The energy needed to turn M²⁺ into M³⁺ along the 3d row is a steady climb of about 2 eV per element with two features laid over it: a drop of 3.02 eV from Mn²⁺ to Fe²⁺, where spin pairing begins, and a ripple of some ±0.4 eV that lifts Ti²⁺ and lowers Cr²⁺. Hartree–Fock already has both features. Correlation among the 3d electrons mainly raises the values and softens the drop.

Ionisation energies of doubly charged 3d-row ions in their ground configurations, computed with PySCF 2.14.0 as differences of total energies, using one real unrestricted determinant at highest spin for each state. The basis is aug-cc-pVTZ-DK, with a spin-free X2C one-electron Hamiltonian and a Gaussian nucleus. "Valence" means that the 18 electrons of 1s to 3p are frozen.

```
species   Z  electrons  configuration  final configuration  HF (eV)  MP2 valence (eV)  SCS-MP2 valence (eV)  first-order spin-orbit correction (eV)  tabulated (eV)  uncertainty of the tabulated value (eV)  kind of the tabulated value
   Sc2+  21         19       [Ar] 3d1                 [Ar]    23.83             23.83                 23.83                                    0.02         24.7568                                  1.2e-05                     measured
   Ti2+  22         20       [Ar] 3d2             [Ar] 3d1    26.60             26.73                 26.64                                    0.00         27.4917                                  0.00025                     measured
    V2+  23         21       [Ar] 3d3             [Ar] 3d2    28.17             28.54                 28.29                                   -0.01         29.3111                                   0.0025                     measured
   Cr2+  24         22       [Ar] 3d4             [Ar] 3d3    29.68             30.33                 29.90                                   -0.02          30.959                                    0.025                     measured
   Mn2+  25         23       [Ar] 3d5             [Ar] 3d4    32.36             33.20                 32.64                                     n/a          33.668                                    0.012                     measured
   Fe2+  26         24       [Ar] 3d6             [Ar] 3d5    28.31             29.92                 30.11                                     n/a          30.651                                    0.012                     measured
   Ni2+  28         26       [Ar] 3d8             [Ar] 3d7    32.61             34.93                 34.87                                   -0.01          35.187                                    0.019                     measured
   Cu2+  29         27       [Ar] 3d9             [Ar] 3d8    34.02             36.80                 36.56                                   -0.07          36.841                                    0.012                     measured
```

Each row removes one 3d electron, dⁿ → dⁿ⁻¹, where n is the number of electrons minus 18. The MP2 and SCS-MP2 columns correlate the 3d electrons only. The spin-orbit correction is not contained in the method columns and has to be added to them, because the tabulated (measured) values run from lowest level to lowest level. Their uncertainty is 0.025 eV at most.

## Sc²⁺: one electron outside the core

If the argon core screened perfectly, the 3d electron would see a charge of 3 and be bound by 13.61 × 3²/3² = 13.61 eV. The tabulated 24.76 eV corresponds to a charge of 3 × √(24.76/13.61) = 4.05. The standard reason is that the 3d orbital overlaps the 3s3p shell in space and is screened poorly by it.

The three method columns agree at 23.83 eV, and CCSD(T) and full CI in the same frozen-core scheme give that value too. The equality is forced, since one correlated electron has no partner. All lie about 0.9 eV below the tabulated value, and spin-orbit coupling supplies only 0.02 eV. Theory assigns most of the gap to correlation between the 3d electron and the frozen 3s3p shell, which stabilises Sc²⁺ and vanishes on ionisation; these numbers do not separate it from the error of the basis. The same correlation is left out of every row below.

## Ti²⁺ to Mn²⁺: parallel spins and uneven steps

Each step adds a proton and a d electron that screens it only in part, so the ionisation energy rises. If every pair of parallel d electrons repelled equally, the steps would be nearly equal. The tabulated steps are 2.73, 1.82, 1.65 and 2.71 eV, and HF gives the same order of large, small, small, large.

The repulsion within a d shell is described by three Racah parameters: A is the spherical part, B measures how the repulsion depends on the relative orientation of the two orbitals, and C enters when spins are paired. The Hund ground terms have repulsion energies A − 8B (d²), 3A − 15B (d³), 6A − 21B (d⁴) and 10A − 35B (d⁵). In d⁵ every orbital is singly filled, no choice remains, and the ten pairs average A − 3.5B. A shell with one electron or one hole among the parallel spins has no choice either: d⁴ has 6 × 3.5B = 21B. Only d² and d³ can pick an arrangement, and their F terms lie 4.5B below the average (8B against 3.5B, 15B against 10.5B). This is Hund's second rule.

The ripple follows from which side of the ionisation enjoys that gain. For Ti²⁺ only the initial ion has it, so the value lies 4.5B above the smooth line. For V²⁺ both ions have it and it cancels. For Cr²⁺ only the final d³ ion has it, so the value lies 4.5B below. Sc²⁺ and Mn²⁺ are on the line.

Taking differences of the term energies through d⁹ gives

IE(n) = a + b(n − 1) + B·g(n) − 7C·[n > 5], with g = 0, 8, 7, 6, 14, 0, 8, 7, 6 for n = 1 to 9,

where a is the binding in d¹, b is the gain per proton less one more A, and [n > 5] is 1 past the half-filled shell and 0 before. With C set to 4B, a rough recalled ratio, a linear least-squares fit to all eight tabulated values gives a = 24.77, b = 1.83 and B = 0.116 eV, with an rms residual of 0.04 eV. Each row predicted from the other seven is off by 0.06 eV rms. A straight line with one step at d⁶, which is the limit of equal pairs and also has three constants, leaves 0.25 eV rms, with Ti²⁺ 0.37 eV above it and Cr²⁺ 0.40 eV below. The largest residual of the Racah form, 0.07 eV for V²⁺, exceeds the rounding of the table but is about the size of effects that the model leaves out, such as the spin-orbit correction of Cu²⁺, so the residuals carry no separate meaning.

The same fit to the HF column is as close (worst row 0.06 eV, B = 0.137 eV). HF evaluates these repulsion integrals directly, so this is no independent test of the theory. It does speak to a known risk: a single real determinant can mix F and P terms, which for a typical wrong choice in d² costs 3B, about 0.4 eV. No row stands out by that much, which is indirect evidence that the intended terms were found.

Correlation grows with the number of partners that the removed electron leaves, from about 0.1 eV in Ti²⁺ to 0.84 eV in Mn²⁺, about 0.2 eV per pair from V²⁺ on and less for Ti²⁺. All these pairs have parallel spins. SCS-MP2 keeps a third of same-spin correlation (0.28 of 0.84 eV for Mn²⁺), and it therefore lies further below the tabulated values than MP2 in these four rows.

## Mn²⁺ to Fe²⁺: the drop

The fifth d electron enters the last empty orbital and its repulsion with the other four is 4A − 14B. The sixth must reverse its spin, and its repulsion with the five is 5A + 7C. Beyond the extra A, it is worse off by 14B + 7C. In real orbitals this sum has two parts: 10B + 4C of exchange with four parallel spins, which the sixth electron lacks, and 4B + 3C of extra repulsion from sharing an orbital.

With the fitted constants, Mn²⁺ is 24.767 + 4 × 1.830 + 14 × 0.116 = 33.71 eV against 33.67 eV tabulated. Fe²⁺ is 24.767 + 5 × 1.830 − 28 × 0.116 = 30.67 eV against 30.65 eV. Both rows were in the fit. An estimate without Fe²⁺ is harsher. The steps V→Cr (b − B = 1.65) and Cr→Mn (b + 8B = 2.71) give B = 1.06/9 = 0.118 and b = 1.77 eV, hence a drop of 42B − b = 3.2 eV. The steps Sc→Ti and Ti→V give B = 0.91/9 = 0.101, b = 1.92 and a drop of only 2.3 eV. The drop contains 42B, but the difference of two steps from which B is read contains only 9B, so any irregularity in the steps is magnified almost fivefold; and B should grow as the shell contracts along the row. The fitted b, B and C are row averages that trade against each other, not spectroscopic constants.

HF makes the drop 4.05 eV, too large by 1.03 eV. It keeps parallel electrons apart through exchange but lets antiparallel ones move independently, so it overcharges the new pairing. The two correlated columns allow a split, if the standard SCS factors are assumed: MP2 − HF = SS + OS and SCS − HF = SS/3 + 1.2·OS, where SS and OS are the same-spin and opposite-spin parts. For Fe²⁺, (1.80 − 1.61/3)/(1.2 − 1/3) gives OS = 1.46 eV, leaving SS = 0.15 eV. The opposite-spin part is zero up to Mn²⁺, as it must be when all correlated electrons have parallel spins, and appears at once with five antiparallel partners. Pair counting is imperfect here: no parallel pair is lost, yet SS is not zero, presumably because the five majority electrons relax.

MP2 brings the drop to 3.28 eV and CCSD(T) gives 3.31 eV, so higher orders of 3d correlation do not remove the remaining excess of about 0.3 eV in these two rows. Several omissions bear on it. Spin-orbit coupling lowers the d⁴ and d⁶ ions but not the S term of d⁵, which shrinks the drop, by something of order 0.1 eV on a rough estimate. Opposite-spin correlation converges slowly with basis size. Core correlation need not be equal in the two rows. One further effect is no omission but is already in the computed values: the unrestricted, non-spherical determinants favour d⁴ and d⁶ over spherical d⁵. This makes the computed drop smaller, by an amount these columns do not isolate, and so cannot explain the excess. SCS-MP2 undershoots the drop at 2.53 eV, because its scaling cuts the Mn²⁺ correction and enlarges the Fe²⁺ one. Fe²⁺ is the only row where it is nearer to the tabulated value than MP2.

## Ni²⁺ and Cu²⁺: the pattern repeats

The minority-spin electrons fill the five orbitals on top of a spherical half shell, so g repeats and only the constant 7C is new. From Fe²⁺ to Ni²⁺ the model gives 2b + 7B = 3.66 + 0.81 = 4.47 eV over two elements against 4.54 eV tabulated. Ni→Cu mirrors V→Cr, and both tabulated steps are 1.65 eV. By the same rule a d⁷ ion sits above the smooth line as d² does, and the step to d¹⁰ is a large one.

The HF deficit keeps growing, to 2.82 eV at Cu²⁺, where the removed electron leaves eight partners. The correlation per pair grows too, from 0.29 eV per antiparallel pair in Fe²⁺ to 0.37 eV in Cu²⁺. MP2 for Cu²⁺ lands 0.04 eV below the tabulated 36.84 eV, and 0.11 eV below once the spin-orbit correction of −0.07 eV is added. That closeness should not be read as accuracy, since the same method misses Fe²⁺ by 0.73 eV and lacks the core correlation that theory blames at Sc²⁺. A likely reading, which remains a guess, is that second-order theory overshoots in the crowded shell, or that the core term shrinks along the row, and that the errors cancel. The agreement of MP2 with CCSD(T) to 0.04 eV holds for Mn²⁺ and Fe²⁺ and cannot be carried over to Cu²⁺.
